**Spin-orbit constant along the iron ions: charge, orbital size or quantum numbers**

The table holds ζ, F², ⟨r²⟩, lowest levels and term weights of the open shell for ten Fe ions from Fe+ to Fe23+, from one-configuration radial Dirac CI on exchange-only KLI orbitals with Breit and QED terms and valence Slater integrals scaled by 0.9. The program compares a power law in ionic charge, a power law in ⟨r²⟩ and two parameter-free hydrogenic forms whose effective charge is taken from ⟨r²⟩, with F² as a control. The charge and size laws miss by a root-mean-square factor of 2.5 and predict steps of 2.3 and 1.3 for the 15.5-fold jump from Fe7+ (3d) to Fe10+ (3p). The hydrogenic form with the bare nuclear field misses by a factor of 1.19 and gives 11.1 for the jump, but rises too steeply along 3d (3.17 against 1.82), while the fully screened form is fourfold low at Fe+. Hydrogenic F² agrees within 6 %, and two-level p² and p⁴ matrices reproduce the term weights and the 3P0/3P1 order as a consistency check on the CI.

Iron ions from Fe+ to Fe23+, computed with radial Dirac CI 1: one-configuration Dirac-Coulomb-Breit CI with model QED, on exchange-only KLI orbitals optimised for each configuration. Valence Slater integrals are scaled by 0.9 in the CI; the radial parameters listed are unscaled and averaged over j, for the open shell of highest l.

## Script

```python
# Table: Fe ions, radial Dirac CI on exchange-only KLI orbitals (Breit, QED, one configuration); unscaled zeta, F2, <r2> of the open shell.
# Tested: does zeta follow (A) ionic charge, (B) orbital size, or (C) hydrogenic n,l factors with a charge taken from <r2>? F2 is the control.
T = {
    'ion': ['Fe+', 'Fe3+', 'Fe5+', 'Fe7+', 'Fe10+', 'Fe12+', 'Fe15+', 'Fe18+', 'Fe20+', 'Fe23+'],
    'Z': [26, 26, 26, 26, 26, 26, 26, 26, 26, 26],
    'charge': [1, 3, 5, 7, 10, 12, 15, 18, 20, 23],  # e
    'N': [25, 23, 21, 19, 16, 14, 11, 8, 6, 3],
    'configuration': ['[Ar] 3d6 4s', '[Ar] 3d5', '[Ar] 3d3', '[Ar] 3d', '[Ne] 3s2 3p4', '[Ne] 3s2 3p2', '[Ne] 3s', '1s2 2s2 2p4', '1s2 2s2 2p2', '1s2 2s'],
    'open_shell': ['3d', '3d', '3d', '3d', '3p', '3p', '3s', '2p', '2p', '2s'],
    'lowest_level': ['6D9/2', '6S5/2', '4F3/2', '2D3/2', '3P2', '3P0', '2S1/2', '3P2', '3P0', '2S1/2'],
    'term_weight': [100, 100, 100, 100, 96, 97, 100, 89, 91, 100],  # %
    'next_level': ['6D7/2', '4G11/2', '4F5/2', '2D5/2', '3P1', '3P1', None, '3P0', '3P1', None],
    'spin_orbit_zeta': [392.46, 452.59, 576.55, 713.28, 11081, 12176, None, 71064, 77229, None],  # cm⁻¹
    'slater_f2': [85114, 96654, 111960, None, 137450, 142800, None, 428660, 445810, None],  # cm⁻¹
    'mean_square_radius': [1.581, 1.198, 0.9056, 0.7325, 0.6148, 0.5677, 0.5143, 0.05973, 0.05543, 0.06697],  # bohr²
}
import numpy as np
from scipy.constants import alpha, physical_constants as pc
from scipy.special import eval_genlaguerre
from scipy.integrate import cumulative_trapezoid as ct
Ry = pc['Rydberg constant'][0]/100; Z = 26
f = lambda k: np.array([np.nan if v is None else float(v) for v in T[k]])
ion, sh = T['ion'], T['open_shell']
q, ze, F2, r2, w = map(f, ['charge', 'spin_orbit_zeta', 'slater_f2', 'mean_square_radius', 'term_weight'])
n = np.array([int(s[0]) for s in sh]); l = np.array(['spd'.index(s[1]) for s in sh])
def hF2(n, l):  # hydrogenic F2 for Z=1, cm-1
    r = np.linspace(1e-4, 120, 120001); x = 2*r/n
    p = (r*x**l*np.exp(-x/2)*eval_genlaguerre(n-l-1, 2*l+1, x))**2
    p /= ct(p, r)[-1]
    return 2*Ry*2*ct(p*ct(p*r**2, r, initial=0)/r**3, r)[-1]
Zr = np.sqrt(n**2*(5*n**2+1-3*l*(l+1))/(2*r2))
D = np.where(l > 0, n**3*l*(l+.5)*(l+1), np.nan); K = alpha**2*Ry
Zz = (ze*D/K)**.25
print(f"alpha^2 Ry = {K:.3f} cm-1; n^3 l(l+1/2)(l+1): 3d 405, 3p 81, 2p 24")
print("ion shell  Z_r(<r2>)  Z_zeta  F2 hydrogenic/table  zeta/F2")
for i in range(len(ion)):
    h = hF2(int(n[i]), int(l[i]))*Zr[i]/F2[i] if F2[i] == F2[i] else np.nan
    print(f"{ion[i]:6s}{sh[i]} {Zr[i]:8.2f} {Zz[i]:8.2f} {h:10.3f} {ze[i]/F2[i]:14.4f}")
m = ~np.isnan(ze); L = np.log
pA = np.polyfit(L(q[m]+1), L(ze[m]), 1); pB = np.polyfit(L(r2[m]), L(ze[m]), 1)
b = np.exp(np.mean(L(ze[m])+1.5*L(r2[m])))
M = {'A': np.exp(np.polyval(pA, L(q+1))), 'B3/2': b*r2**-1.5, 'Bfree': np.exp(np.polyval(pB, L(r2))),
     'C Zr^4': K*Zr**4/D, 'C 26Zr^3': K*Z*Zr**3/D}
print(f"A: {np.exp(pA[1]):.1f}(q+1)^{pA[0]:.2f}; B3/2: {b:.0f}<r2>^-1.5; Bfree: {np.exp(pB[1]):.0f}<r2>^{pB[0]:.2f} cm-1; C: no fit")
print("zeta model/table " + "".join(f"{k:>10s}" for k in M))
for i in np.where(m)[0]:
    print(f"{ion[i]:17s}" + "".join(f"{v[i]/ze[i]:10.2f}" for v in M.values()))
E = {k: L(v[m]/ze[m]) for k, v in M.items()}; im = np.array(ion)[m]
print("rms factor       " + "".join(f"{np.exp(np.sqrt(np.mean(e**2))):10.2f}" for e in E.values()))
print("worst factor     " + "".join(f"{np.exp(abs(e).max()):10.2f}" for e in E.values()))
print("worst row        " + "".join(f"{im[abs(e).argmax()]:>10s}" for e in E.values()))
print("step: ratios of zeta, q+1, <r2>, F2 | exponents vs q+1, <r2> | model ratios as above")
ix = ion.index
for a, c in [('Fe+', 'Fe7+'), ('Fe7+', 'Fe10+'), ('Fe10+', 'Fe12+'), ('Fe12+', 'Fe18+'), ('Fe18+', 'Fe20+'), ('Fe+', 'Fe20+')]:
    i, j = ix(a), ix(c); rz, rq, rr = ze[j]/ze[i], (q[j]+1)/(q[i]+1), r2[j]/r2[i]
    print(f"{a}>{c}: {rz:.2f} {rq:.2f} {rr:.3f} {F2[j]/F2[i]:.2f} | {L(rz)/L(rq):.2f} {L(rz)/L(rr):.2f} |" + "".join(f" {v[j]/v[i]:.2f}" for v in M.values()))
i, j = ix('Fe7+'), ix('Fe10+')
print(f"Fe7+>Fe10+: <r2> {100*(r2[j]/r2[i]-1):.1f}%; l factor {D[i]/D[j]:.0f}; left over {ze[j]/ze[i]*D[j]/D[i]:.2f}; (Zr ratio)^3,^4 {(Zr[j]/Zr[i])**3:.2f},{(Zr[j]/Zr[i])**4:.2f}")
print(f"<r2> Fe23+/Fe20+ = {r2[ix('Fe23+')]/r2[ix('Fe20+')]:.3f}; hydrogenic 2s/2p at equal charge = {42/30:.2f}")
e7 = 1790.507  # Fe7+ next-level energy, cm-1, further output of the same run
print(f"Fe7+ 5zeta/2 = {2.5*ze[i]:.1f} cm-1, CI splitting {e7:.1f}, diff {100*(2.5*ze[i]/e7-1):.2f}%")
nxt = {'Fe10+': 12788.98, 'Fe12+': 9317.956, 'Fe18+': 77423.6, 'Fe20+': 72935.59}  # further outputs, cm-1
print("p2/p4 2x2: weight % (0.9F2, 1.0F2, table); 3P0,3P1,3P2 cm-1 at 0.9F2; CI next level; model error")
def pm(z, F):
    e0, v0 = np.linalg.eigh([[-z, -2**.5*z], [-2**.5*z, .6*F]])
    e2, v2 = np.linalg.eigh([[z/2, z/2**.5], [z/2**.5, .24*F]])
    e = np.array([e0[0], -z/2, e2[0]])
    return 100*[v0[0, 0]**2, 1, v2[0, 0]**2][e.argmin()], e-e.min()
for a in nxt:
    k = ix(a); z = ze[k]*(1 if T['lowest_level'][k] == '3P0' else -1)
    w9, e = pm(z, .9*F2[k]); J = int(T['next_level'][k][-1])
    print(f"{a}: {w9:.1f} {pm(z, F2[k])[0]:.1f} {w[k]:.0f}; {e[0]:.0f} {e[1]:.0f} {e[2]:.0f}; 3P{J} {nxt[a]:.0f}; {100*(e[J]/nxt[a]-1):.1f}%")
fl = lambda x, d: 100*np.nanmax(.5*10**(np.floor(np.log10(x))-d+1)/x)
print(f"rounding floor: zeta {fl(ze, 5):.4f}%, F2 {fl(F2, 5):.4f}%, <r2> {fl(r2, 4):.3f}%, weight 0.5 points")
assert np.all(np.diff(Zr) > 0)
assert np.all(Zz[m] > Zr[m]) and np.all(Zz[m] < Z)
assert ze[j]/ze[i] > 10 and r2[j]/r2[i] > 0.8
assert 0 < -L(ze[i]/ze[ix('Fe+')])/L(r2[i]/r2[ix('Fe+')]) < 1.5
```

Printed output:

```
alpha^2 Ry = 5.844 cm-1; n^3 l(l+1/2)(l+1): 3d 405, 3p 81, 2p 24
ion shell  Z_r(<r2>)  Z_zeta  F2 hydrogenic/table  zeta/F2
Fe+   3d     8.93    12.84      1.046         0.0046
Fe3+  3d    10.26    13.31      1.058         0.0047
Fe5+  3d    11.80    14.14      1.050         0.0051
Fe7+  3d    13.12    14.91        nan            nan
Fe10+ 3p    17.11    19.80      0.983         0.0806
Fe12+ 3p    17.81    20.27      0.985         0.0853
Fe15+ 3s    20.06      nan        nan            nan
Fe18+ 2p    22.41    23.24      1.009         0.1658
Fe20+ 2p    23.26    23.73      1.007         0.1732
Fe23+ 2s    25.04      nan        nan            nan
A: 17.5(q+1)^2.56; B3/2: 1147<r2>^-1.5; Bfree: 1080<r2>^-1.57 cm-1; C: no fit
zeta model/table          A      B3/2     Bfree    C Zr^4  C 26Zr^3
Fe+                    0.26      1.47      1.34      0.23      0.68
Fe3+                   1.34      1.93      1.80      0.35      0.89
Fe5+                   2.98      2.31      2.19      0.48      1.07
Fe7+                   5.03      2.56      2.47      0.60      1.19
Fe10+                  0.73      0.21      0.21      0.56      0.85
Fe12+                  1.02      0.22      0.22      0.60      0.87
Fe18+                  0.46      1.11      1.28      0.86      1.00
Fe20+                  0.55      1.14      1.32      0.92      1.03
rms factor             2.50      2.52      2.51      2.14      1.19
worst factor           5.03      4.66      4.77      4.28      1.47
worst row              Fe7+     Fe10+     Fe10+       Fe+       Fe+
step: ratios of zeta, q+1, <r2>, F2 | exponents vs q+1, <r2> | model ratios as above
Fe+>Fe7+: 1.82 4.00 0.463 nan | 0.43 -0.78 | 34.79 3.17 3.35 4.66 3.17
Fe7+>Fe10+: 15.54 1.38 0.839 nan | 8.61 -15.66 | 2.26 1.30 1.32 14.49 11.10
Fe10+>Fe12+: 1.10 1.18 0.923 1.04 | 0.56 -1.18 | 1.53 1.13 1.13 1.17 1.13
Fe12+>Fe18+: 5.84 1.46 0.105 3.00 | 4.65 -0.78 | 2.64 29.30 34.54 8.47 6.73
Fe18+>Fe20+: 1.09 1.11 0.928 1.04 | 0.83 -1.11 | 1.29 1.12 1.12 1.16 1.12
Fe+>Fe20+: 196.78 10.50 0.035 5.24 | 2.25 -1.58 | 411.74 152.33 194.61 778.25 298.64
Fe7+>Fe10+: <r2> -16.1%; l factor 5; left over 3.11; (Zr ratio)^3,^4 2.22,2.90
<r2> Fe23+/Fe20+ = 1.208; hydrogenic 2s/2p at equal charge = 1.40
Fe7+ 5zeta/2 = 1783.2 cm-1, CI splitting 1790.5, diff -0.41%
p2/p4 2x2: weight % (0.9F2, 1.0F2, table); 3P0,3P1,3P2 cm-1 at 0.9F2; CI next level; model error
Fe10+: 95.7 96.3 96; 14610 12745 0; 3P1 12789; -0.3%
Fe12+: 96.7 97.2 97; 0 9294 18770; 3P1 9318; -0.3%
Fe18+: 89.3 90.5 89; 75577 88421 0; 3P0 77424; -2.4%
Fe20+: 91.2 92.2 91; 0 72515 116828; 3P1 72936; -0.6%
rounding floor: zeta 0.0045%, F2 0.0045%, <r2> 0.042%, weight 0.5 points
```
